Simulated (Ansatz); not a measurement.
## Calibrating MP2/def2-SVP on S-containing molecules

The atomisation enthalpy at 298 K in kJ/mol of 6 S-containing molecules: x at MP2/def2-SVP, y from tabulated heats of molecules and atoms (CRC Handbook of Chemistry and Physics, NIST-JANAF tables). Shapes, held fixed at every level: PBE0-D4/def2-TZVP. Flexible molecules stand in one conformer, not always the lowest. Computed values hold a harmonic thermal term (PBE0-D4/def2-TZVP) and the atoms' spin-orbit lowering. Programs: Ansatz 0.2.0.

| molecule | x (kJ/mol) | y (kJ/mol) |
| --- | --- | --- |
| H2S2 (SMILES SS) | 836 | 974 |
| HBS (hydrogen boron sulfide) | 996 | 1015 |
| SOF2 (thionyl fluoride) | 1086 | 1229 |
| CHNS (isothiocyanic acid) | 1484 | ? |
| SF6 (sulfur hexafluoride) | 1734 | 1974 |
| P4S3 (tetraphosphorus trisulfide) | 1759 | 2248 |

**Question.** Fit y = c + s·x to the known rows and predict y for CHNS.

**Answer.** 
1. Means of the 5 rows: x = 1282.20, y = 1488.0.
2. Σ(Δx)² = 750961, Σ(Δx·Δy) = 997478, so the slope is 997478/750961 = 1.3283.
3. Intercept: 1488.0 − (1.3283) × 1282.20 = -215.1. The largest residual of the fit is 127.
4. CHNS: -215.1 + 1.3283 × 1484 = 1756 kJ/mol.

The tabulated heats give 1557 kJ/mol, so the prediction is off by +199 kJ/mol, more than the largest residual. Uncorrected, MP2/def2-SVP misses CHNS by -73 kJ/mol, and the other rows by 206 on average. With references in doubt, neither the misses nor the line can be laid on the level alone. Left out in turn, the other rows are missed by 151 kJ/mol on average. The tabulated values of HBS, SOF2, P4S3 are in doubt (older tables, estimates, or at odds with other calculations) and kept here.

MP2/def2-SVP gives a lower atomisation enthalpy than the tables in every row, but the shortfall does not follow the size of the enthalpy. H2S2, with the smallest computed value, falls short by more than CHNS, whose value is far larger. A line in x therefore corrects for the wrong quantity, and its steep slope, pulled up by P4S3, turns a modest underestimate for CHNS into a large overestimate.

The general underbinding is what a small basis would produce: with few polarisation functions it recovers too little of the correlation energy gained on bonding, and it describes the polarised sulfur in SF6 poorly. In CHNS, the cumulated N=C=S unit probably benefits from a cancellation, since MP2 tends to overestimate correlation in π bonds and so offsets part of the basis-set deficit. This suggests that a correction based on the number and type of bonds would be sounder than one based on total enthalpy, though these few, chemically diverse molecules cannot establish its terms.
